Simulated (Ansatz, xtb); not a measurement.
# CH10GeSi2: which of two isomers lies lower

We compare X, `C[SiH2][SiH2][GeH3]`, a singlet, with Y, `C[SiH2][GeH2][SiH3]`, a singlet. Both are isolated molecules in the gas phase, relaxed with PBE0-D3(BJ)/def2-SVP; the shapes shown needn't be the lowest conformers.

X (Å):

| atom | x (Å) | y (Å) | z (Å) |
| --- | --- | --- | --- |
| C | -2.2468 | -1.5017 | -0.0064 |
| Ge | 2.0382 | 1.7334 | 1.4677 |
| Si | -1.2150 | 0.0690 | 0.1304 |
| Si | 0.7638 | -0.2769 | 1.3417 |
| H | -3.1684 | -1.3132 | -0.5780 |
| H | -1.6804 | -2.2951 | -0.5171 |
| H | -2.5291 | -1.8694 | 0.9917 |
| H | -0.8445 | 0.5727 | -1.2312 |
| H | -1.9947 | 1.1508 | 0.8133 |
| H | 1.5907 | -1.3402 | 0.6842 |
| H | 0.4431 | -0.7419 | 2.7301 |
| H | 1.2179 | 2.8398 | 2.1583 |
| H | 2.4041 | 2.2188 | 0.0519 |
| H | 3.3413 | 1.5255 | 2.2628 |

Y (Å):

```xyz
14

C    -1.3223    0.4312   -0.7128
Ge    0.7101    0.6609    2.1395
Si    0.4228    0.9335   -0.2115
Si    0.1999   -1.5887    2.7386
H    -1.5190   -0.6177   -0.4426
H    -1.4631    0.5381   -1.7992
H    -2.0696    1.0601   -0.2056
H     0.6929    2.3545   -0.5974
H     1.4315    0.0700   -0.9037
H     2.1540    0.9931    2.5682
H    -0.2349    1.6098    2.9084
H     0.3367   -1.8209    4.2091
H    -1.2058   -1.9063    2.3351
H     1.1168   -2.5234    2.0156
```

Quicker runs give these differences E(Y) − E(X): GFN2-xTB −12.9 kcal/mol; HF/STO-3G −2.3 kcal/mol (at GFN2-xTB geometries); r2SCAN-D4/def2-SVP −3.3 kcal/mol (at GFN2-xTB geometries).

Estimate E(Y) − E(X) at the level CCSD(T)/def2-SVP + ΔMP2/def2-TZVPP.

Calculated at CCSD(T)/def2-SVP + ΔMP2/def2-TZVPP: E(Y) − E(X) = −3.9 kcal/mol, so structure Y lies lower.

Level by level:

```csv
level,geometry,E(Y) − E(X) (kcal/mol),departure from the last row (kcal/mol),"job, with rough time for the two"
GFN2-xTB,GFN2-xTB,−12.9,−9.0,"optimisation, 0.26 s"
HF/STO-3G,GFN2-xTB,−2.3,+1.6,"single point, 0.64 s"
r2SCAN-D4/def2-SVP,GFN2-xTB,−3.3,+0.6,"single point, 3.9 s"
PBE0-D3(BJ)/def2-SVP,PBE0-D3(BJ)/def2-SVP,−2.7,+1.2,"optimisation, 59 s"
HF/def2-SVP,PBE0-D3(BJ)/def2-SVP,−3.1,+0.8,part of the CCSD(T) run
MP2/def2-SVP,PBE0-D3(BJ)/def2-SVP,−3.6,+0.3,part of the CCSD(T) run
CCSD(T)/def2-SVP,PBE0-D3(BJ)/def2-SVP,−3.1,+0.8,single point
CCSD(T)/def2-SVP + ΔMP2/def2-TZVPP,PBE0-D3(BJ)/def2-SVP,−3.9,,"single point, 46 s"
```

As drawn, Y has 1 Ge–Si, 1 Si–H in place of 1 Si–Si, 1 Ge–H.

The levels shown agree on the order. The largest departure from CCSD(T)/def2-SVP + ΔMP2/def2-TZVPP is that of GFN2-xTB, 9.0 kcal/mol. The last row adds to CCSD(T) the change of the MP2 difference between the two basis sets, here −0.8 kcal/mol.

With harmonic frequencies from PBE0-D3(BJ)/def2-SVP (ideal gas, rigid rotor, one conformer each, 298.15 K, 1 atm): on the last row, ΔE + ΔZPE = −3.7 kcal/mol. A mode under 50 cm⁻¹ makes harmonic enthalpies and free energies unreliable, so none is given.

The correlated steps freeze 20 core orbitals; the filled d shell of Ge is correlated, in a basis made for valence electrons. Mirror images aren't counted in ΔG. Programs: Ansatz 0.2.0, xtb 6.7.1; the last row on 2 threads of Intel(R) Xeon(R) Platinum 8375C CPU @ 2.90GHz (Ice Lake) on a shared host.

Moving germanium from the chain end to an interior position lowers the energy by 3.9 kcal/mol. The carbon stays on silicon in both isomers, so the preference comes down to exchanging a Si–Si and a Ge–H bond for a Ge–Si and a Si–H bond. Hydrogen binds more strongly to silicon than to germanium, whose more diffuse valence orbitals overlap less well with H 1s, while Si–Si and Ge–Si bonds are much closer in strength. The terminal position, which carries the most hydrogen, therefore goes to silicon. The small loss of preference on adding zero-point energy fits this picture, since Si–H vibrations are generally stiffer than Ge–H ones.

Hartree–Fock and CCSD(T) give the same difference in def2-SVP, so correlation largely cancels between the isomers and is not what sets the order. GFN2-xTB gets the sign right but greatly exaggerates the preference, probably through an imbalance in its parametrised Si and Ge bond energies. The comparison doesn't show whether Y is the most stable arrangement of the chain, because an isomer with germanium bonded to carbon was not computed.
